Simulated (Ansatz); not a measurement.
## Sn: energy above lowest point against volume scale

Free energy against uniform scaling of the volume at fixed shape and fractions; periodic cell, basis, potentials, k mesh and filling as listed. The results are calculated, by Ansatz 0.2.0.

The cell before it is scaled or strained (space group Im-3m, No. 229):
```
Sn
1.0
     -1.8947     1.8947     1.8947
      1.8947    -1.8947     1.8947
      1.8947     1.8947    -1.8947
Sn
1
Direct
  0.00000 0.00000 0.00000
```

Settings of every row: functional PBEsol; dispersion none; potentials PAW; wave cutoff 500 eV; density cutoff 2000 eV; k mesh 11x11x11; k shift 0x0x0; occupations cold; smearing width 0.1 eV; spin none; SCF threshold exponent -5.

Limits: coarse k mesh, up to 40 meV an atom off; loose SCF threshold; the cell comes from a prototype or a list of computed structures and needn't be the stable phase.

| row | volume scale | V (Å³/atom) | energy above lowest point (meV/atom) |
| --- | --- | --- | --- |
| 1 | 0.94 | 25.575 | ? |
| 2 | 0.96 | 26.119 | 0 |
| 3 | 0.98 | 26.663 | 0.5 |
| 4 | 1 | 27.207 | 4.5 |
| 5 | 1.02 | 27.751 | 11.7 |
| 6 | 1.04 | 28.295 | 21.7 |
| 7 | 1.06 | 28.839 | 34.3 |

Question: what energy above lowest point should row 1 give?

Worked fit of energy above lowest point. Take u = (V_r/V)^(2/3) − 1 with V_r = 27.479 Å³ an atom, which is twice the finite (Eulerian) strain; such expansions in the strain, on which the Birch-Murnaghan equation of state is built, carry the rest volume and the bulk modulus. The shown rows have u = 0.03442, 0.0203, 0.00665, -0.00655, -0.01932, -0.03169. Least squares give energy above lowest point = 7.72 − 544.3 × u + 9294 × u² meV/atom; a straight line predicts inner rows, each left out in turn, worse (root mean square 3.9 against 0.016 meV/atom). All shown rows lie on it to the printed digit. Its lowest point lies at u = 0.0293, or V = 26.31 Å³ an atom, and the curvature there gives the bulk modulus at fixed shape and fractions, B = (4/9)(1 + u)² E″(u)/V = 53.3 GPa. The withheld row has u = 0.04904, so the fit gives 7.72 − 544.3 × (0.04904) + 9294 × (0.04904)² = 3.4 meV/atom.

The calculation gave 3.6 meV/atom. The fit lies 0.2 meV/atom (5.6 % of the value, 0.58 % of the column's range) below it; its largest miss of a shown row is 0.0 meV/atom. This row lies beyond the range of the fit.
